The highest filled levels of a solid are where holes first form, so it matters whether they reach its surface. The slab considered here has six neutral SnO planes joined by Sn–O bonds. Its upper three planes were relaxed, while the lower three were held at their bulk positions. The question is how much of these levels sits on the unrelaxed bottom plane, row 1.

Ansatz 0.2.0, plane-wave PAW density functional theory with PBE, 420 eV cutoff, 16 × 12 × 1 k mesh and 0.05 eV Gaussian smearing, without spin polarisation, for a clean six-plane SnO(100) slab. Plane shares are for states from −0.6 to 0 eV relative to mid-gap; rows run from the bottom plane up, and heights are measured from the top atom.

```tsv
row	plane share	plane formula	plane height (Å)
1	?	SnO	?
2	0.160	SnO	-7.761
3	0.265	SnO	-5.860
4	0.231	SnO	-3.891
5	0.097	SnO	-1.888
6	0.087	SnO	-0.015
```

The plane share is the part of all states in the energy window that lies on one plane, and the plane height is measured from near the top surface. The known shares peak in the middle of the slab and are small on planes 5 and 6. The window holds only about 0.39 states per cell, so the shares describe a thin slice of levels and not the whole valence band. The zero of energy is the Fermi level, or the middle of the gap if there is one. This slab has a gap of 0.60 eV, and its highest filled level lies 0.30 eV below the zero, so the window takes in only the top 0.30 eV of the filled levels. Few points of the k mesh contribute to the window, and the small difference between planes 5 and 6 is therefore left uninterpreted.

A central peak is what a standing wave gives. Let each plane have the same level and couple equally to its two neighbours. The coupling shifts the state at the band edge furthest when its weight sits on planes with neighbours on both sides, so that weight is drawn inwards. With the amplitude vanishing one step beyond each end, at positions 0 and 7, the share of plane $j$ is

$$p_j=\frac{2}{7}\sin^2\frac{\pi j}{7},$$

where the factor $2/7$ makes the six shares add to one. For plane 1 the squared sine is about 0.19, which gives a share of about 0.05.

The known rows already count against trusting that number. The formula has no adjustable constant and does well for planes 2 and 3, but it gives plane 5 a share of 0.17 where the calculation has 0.097. It also treats the two halves of the slab as equal, which they are not.

A safer forecast uses only the fact that each state is normalised. If the printed shares cover the whole of each state, they add to one, and row 1 is what the other five leave over: $1-0.840=0.160$. Rounding of the entries allows 0.157 to 0.163. The bottom plane should then carry about as much as plane 2, clearly more than plane 6, and nearly an equal sixth, with neither a pile-up nor a strong depletion. That the shares do add to one is an assumption, made plausible by the large sum of the known five.

The height follows from geometry alone. The lower planes keep the bulk spacing of 1.901 Å, which puts plane 1 at −9.662 Å, with a range of −9.664 to −9.660 Å.

The withheld rows as computed:

```tsv
row	plane share	plane formula	plane height (Å)
1	0.161	SnO	-9.662
```

Both forecasts hold. The share misses by 0.001, within rounding, and the height agrees to the last printed digit. These hits confirm the bookkeeping and the frozen geometry; they do not test any electronic mechanism. The physics lies in the failure of the standing wave, whose value for plane 1 is three times too small. The printed output compares it with the calculation plane by plane.

The comparison of plane 1 with plane 6 shows what relaxation does. Before relaxation the slab has inversion symmetry, which makes these two planes equivalent and their shares equal. In the computed slab the bottom plane carries nearly twice as much as the top one. The imbalance is weaker between planes 2 and 5 and weakest between 3 and 4, so it grows from the middle towards the surfaces. Symmetry leaves the one-sided relaxation, with any shift of the potential it causes, as the origin.

How relaxation moves the weight can only be argued. Planes 5 and 6 draw together, while the gap between planes 4 and 5 opens to 2.003 Å. The wider gap is expected to weaken the coupling and keep weight out of the top pair, but the stronger coupling within that pair works the other way, so the two may largely cancel. A shift of the levels is then the likelier cause: a plane whose level moves away from the band edge loses weight there. Relaxation often lowers the filled levels of a surface, which would fit the small shares on planes 5 and 6, but the table does not list the levels of single planes and cannot confirm it.

Why the bottom plane escapes the depletion of the simple chain is also open. Its atoms have lost neighbours, which may push its level towards the band edge and make up for the missing coupling. In a single state of the chain, however, such a shift would level out planes 1, 2 and 3 together, whereas the computed share jumps from 0.160 on plane 2 to 0.265 on plane 3. A mixture of unlike states in the window could do that, but the run gives no sign of one. The next window down, from −0.95 to −0.6 eV, has nearly the same profile, with the same jump from plane 2 to plane 3 and the same small shares on planes 5 and 6. The weak point is more likely the chain itself, which gives each plane a single level and couples it only to the planes next to it. A real SnO plane brings several Sn and O orbitals, and planes two steps apart can couple as well. Shares listed by state and by atom would test this.

Of the two faces only the top one was allowed to relax, as a real surface does. Its small share suggests an answer to the opening question: in this slab the highest filled levels lie mostly below the relaxed surface. That share is probably somewhat too low, because the frozen half draws weight to itself. The upper three planes hold 0.415 of the total, whereas with both faces relaxed alike they would hold half. Six planes are too few to read a decay length from. The run also warns that the exchange-correlation potential is rough where the density is thin, as it is just outside the surfaces, and this may disturb the levels there. These are also Kohn–Sham levels from PBE, a functional that tends to spread a hole too widely, so a real hole may settle differently. A thicker slab would show whether the central peak widens with the slab, as a standing wave does, or stays at a fixed depth below the surface.

Output of the analysis:

```
sum of the five known shares: 0.84
forecast share of plane 1 from the sum rule: 0.16
error bar of that share from rounding of six entries: 0.003
computed share of plane 1: 0.161
miss in share, forecast less computed: -0.001
forecast height of plane 1 in angstrom: -9.662
error bar of that height from rounding in angstrom: 0.002
computed height of plane 1 in angstrom: -9.662
miss in height, forecast less computed, in angstrom: 1.776e-15
standing wave against computed shares:
  row  computed  standing wave      miss
    1     0.161        0.05379   -0.1072
    2      0.16         0.1746   0.01465
    3     0.265         0.2716  0.006567
    4     0.231         0.2716   0.04057
    5     0.097         0.1746   0.07765
    6     0.087        0.05379  -0.03321
rms miss of the standing wave on the five known planes: 0.04251
equal share of each of six planes: 0.1667
ratio of shares, plane 2 to plane 5: 1.649
ratio of shares, plane 3 to plane 4: 1.147
ratio of shares, computed plane 1 to plane 6: 1.851
share of the two middle planes together: 0.496
share of the lower three planes, computed: 0.586
share of the upper three planes: 0.415
spacing to the plane below in angstrom:
  row  spacing
    2    1.901
    3    1.901
    4    1.969
    5    2.003
    6    1.873
states in the window summed over the mesh points: 74
```
